Electronic energy differences, second isomer less first, for isolated neutral singlet CH₄BN molecules, calculated with Ansatz 0.2.0 (HF/STO-3G and the functional level, r2SCAN-D4/def2-SVP) and xtb 6.7.1 (GFN2-xTB). All geometries were relaxed with GFN2-xTB. Links give the bonds between the numbered atoms.

```tsv
system	first isomer	second isomer	at hf sto 3g (kcal/mol)	at gfn2 xtb (kcal/mol)	at functional level (kcal/mol)
CH4BN #1a9	CH(1) BH3(2) N(3); links 1-3, 2-3	CH2(1) B(2) NH2(3); links 1-2, 2-3	-18.10	-0.75	-28.75
CH4BN #725	CH2(1) B(2) NH2(3); links 1-2, 2-3	CH3(1) B(2) NH(3); links 1-2, 2-3	-36.53	-29.38	-21.01
CH4BN #7ca	CH(1) BH3(2) N(3); links 1-3, 2-3	C(1) BH3(2) NH(3); links 1-2, 1-3	2.38	8.14	-4.12
CH4BN #c7d	CH2(1) B(2) NH2(3); links 1-2, 2-3	CH2(1) BH2(2) N(3); links 1-3, 2-3	-15.18	-25.35	1.16
CH4BN #e32	CH(1) BH3(2) N(3); links 1-3, 2-3	CH(1) BH2(2) NH(3); links 1-2, 1-3, 2-3	-0.80	9.79	6.47
CH4BN #3d2	CH2(1) BH(2) NH(3); links 1-2, 1-3, 2-3	C(1) BH3(2) NH(3); links 1-2, 1-3	25.99	17.52	9.86
CH4BN #f36	C(1) BH3(2) NH(3); links 1-2, 1-3	CH(1) BH2(2) NH(3); links 1-2, 1-3, 2-3	-3.18	1.65	10.59
CH4BN #915	CH2(1) BH2(2) N(3); links 1-3, 2-3	CH(1) BH2(2) NH(3); links 1-2, 1-3, 2-3	32.48	35.89	34.06
```

Each row gives the energy of the second isomer less that of the first, so a positive value means that the second lies higher. The rows share seven isomers and can be added. From the adduct HCN·BH₃, #1a9 leads to CH₂–B–NH₂ and #725 from there to CH₃–B–NH, which therefore lies $28.75+21.01=49.76$ kcal/mol below the adduct at the functional level.

On that scale CH₃–B–NH is the lowest of the seven at all three levels, though isomers outside the table could lie lower still. At the functional level CH₂–B–NH₂ and CH₂–N–BH₂ follow together, about 28 kcal/mol below HCN·BH₃. The ring CH₂–BH–NH lies 14 below it, HNC·BH₃ lies 4 below, and the ring CH–BH₂–NH is 6 above. The two cheap levels keep much of this order, but both move CH₂–B–NH₂ from second place to fourth, behind CH₂–N–BH₂ and the lower ring.

**Why the order runs this way**

All seven molecules have the electron count of C₃H₄, with boron and nitrogen in place of two carbons. CH₃–B–NH and the two adducts resemble propyne, the chains CH₂–B–NH₂ and CH₂–N–BH₂ resemble allene, and the rings resemble cyclopropene. What spreads them out is boron. It brings three valence electrons and has an empty orbital, which nitrogen's lone pair can fill, provided that a fourth neighbour has not already taken it. The three isomers whose boron has four neighbours are indeed the three highest at every level, though only just with GFN2-xTB.

The adducts use boron badly. In HCN·BH₃ the empty orbital serves only for a donor bond to a nearly intact HCN. Moving one hydrogen from boron to carbon gives CH₂–N–BH₂, which is an internal hydroboration. One π bond of HCN is spent on a new C–H bond, and the freed boron orbital now accepts π electrons from nitrogen. The energy falls by about 28 kcal/mol, part of which may come from replacing a B–H bond by a C–H bond.

The step from CH₂–B–NH₂ to CH₃–B–NH follows the same logic. A hydrogen moves from nitrogen to carbon, the C=B π bond disappears, and a second B–N π bond takes its place. Nitrogen holds π electrons more tightly than carbon does and shares them well with boron, so this exchange should pay. Row #725 is negative at every level, as expected, but a C–H bond also replaces an N–H bond, and total energies cannot separate the two effects.

The rings add strain, but boron again decides between them. In CH₂–BH–NH boron has three neighbours and keeps a π bond to nitrogen. In CH–BH₂–NH it has four and can accept none, so the π bond lies between carbon and nitrogen instead. Moving a hydrogen from boron to carbon turns this ring into the other, just as it turns HCN·BH₃ into CH₂–N–BH₂, so here too the change from a B–H to a C–H bond may contribute. The second ring is the higher one by 19 to 23 kcal/mol at all three levels, so neither cheap level distorts this difference much.

**The adduct that reverses**

Free HNC lies roughly 15 kcal/mol above free HCN (a recalled value), yet in #7ca HNC·BH₃ comes out 4 below HCN·BH₃ at the functional level. The energy of an adduct is that of its free parts less the binding energy $D$, and BH₃ is common to both. Hence

$$-4 \approx 15-(D_\mathrm{C}-D_\mathrm{N}),\qquad D_\mathrm{C}-D_\mathrm{N}\approx 19\ \text{kcal/mol},$$

where $D_\mathrm{C}$ and $D_\mathrm{N}$ are the binding energies of BH₃ through carbon and through nitrogen. Carbon's lone pair in HNC is higher in energy and reaches further out than nitrogen's in HCN, so it is the better donor, just as isocyanides bind more strongly than nitriles.

The size of this preference is rough, and the sign of #7ca is less secure than the preference itself. The energies belong to shapes relaxed with GFN2-xTB, and a gap of 4 kcal/mol could shift if both adducts were relaxed with the functional or described in a larger basis. Both cheap levels put HNC·BH₃ on top instead.

**Where the cheap levels go wrong**

The errors of GFN2-xTB, taken against the functional level with HCN·BH₃ as zero, follow the middle atom of the chain. With nitrogen in the middle, CH₂–N–BH₂ is only 1.5 kcal/mol too high. With carbon in the middle, HNC·BH₃ is 12 too high. With boron in the middle, CH₃–B–NH and CH₂–B–NH₂ are 20 and 28 too high.

The B–C bond alone is a doubtful culprit, because both rings contain one and are misplaced by less than 5 kcal/mol. The larger errors belong to open chains, and the largest to boron with only two neighbours. Perhaps the tight-binding model undervalues multiple bonds at such a boron atom. That is a guess, since only two of the isomers have one.

HF/STO-3G has a different bias: it places both rings too low against every chain. Closing a ring trades a π bond for a σ bond, and a minimal basis often favours small rings in such a trade. The bias is uneven, from under 2 kcal/mol against CH₂–N–BH₂ to about 20 against CH₂–B–NH₂, so it may help to change the signs of #e32 and #f36 but need not be the only cause. The sign errors in #7ca and #c7d must have another source, because those rows contain no ring.

Row #c7d shows what such errors do to a close pair. Both cheap levels favour CH₂–N–BH₂ over CH₂–B–NH₂, by 15 and 25 kcal/mol, whereas the functional level has them within about 1 and in the opposite order. Relaxing both with the PBE0 functional in a larger basis also favours CH₂–B–NH₂, by 3 kcal/mol. The bonding argument cannot settle this pair, since each molecule has one π bond to carbon and one between boron and nitrogen. What the row does show is that neither functional supports the clear preference of the two cheap levels.

Row #915 looks like the opposite case, with all three levels between 32 and 36 kcal/mol. For HF/STO-3G, however, the agreement comes from cancellation. Relative to HCN·BH₃ it places CH₂–N–BH₂ too low by 5.7 and the ring CH–BH₂–NH too low by 7.3, so most of the error drops out of their difference. A good value for one pair is therefore no warrant for either isomer elsewhere.

**What to do about it**

Two cheap levels that agree can share an error. A search that kept only the three lowest isomers from either screen would have lost CH₂–B–NH₂, which the functional places second. An energy window would have to reach a little over 29 kcal/mol above the lowest isomer with GFN2-xTB and 37 with HF/STO-3G to retain it, although the functional puts it only 21 above.

For this family it is safer to sort the candidates by bonding pattern before cutting by energy: chains with boron, carbon or nitrogen in the middle, and rings. Within one pattern GFN2-xTB errs by at most about 8 kcal/mol here, while between patterns it errs by up to 28. Keep at least two candidates of each pattern for the functional level, even if the gap between them looks large: CH₂–B–NH₂ is only the second of its own pattern, 29 kcal/mol above CH₃–B–NH with GFN2-xTB. Then relax any pair that ends within a few kcal/mol before deciding which is lower.
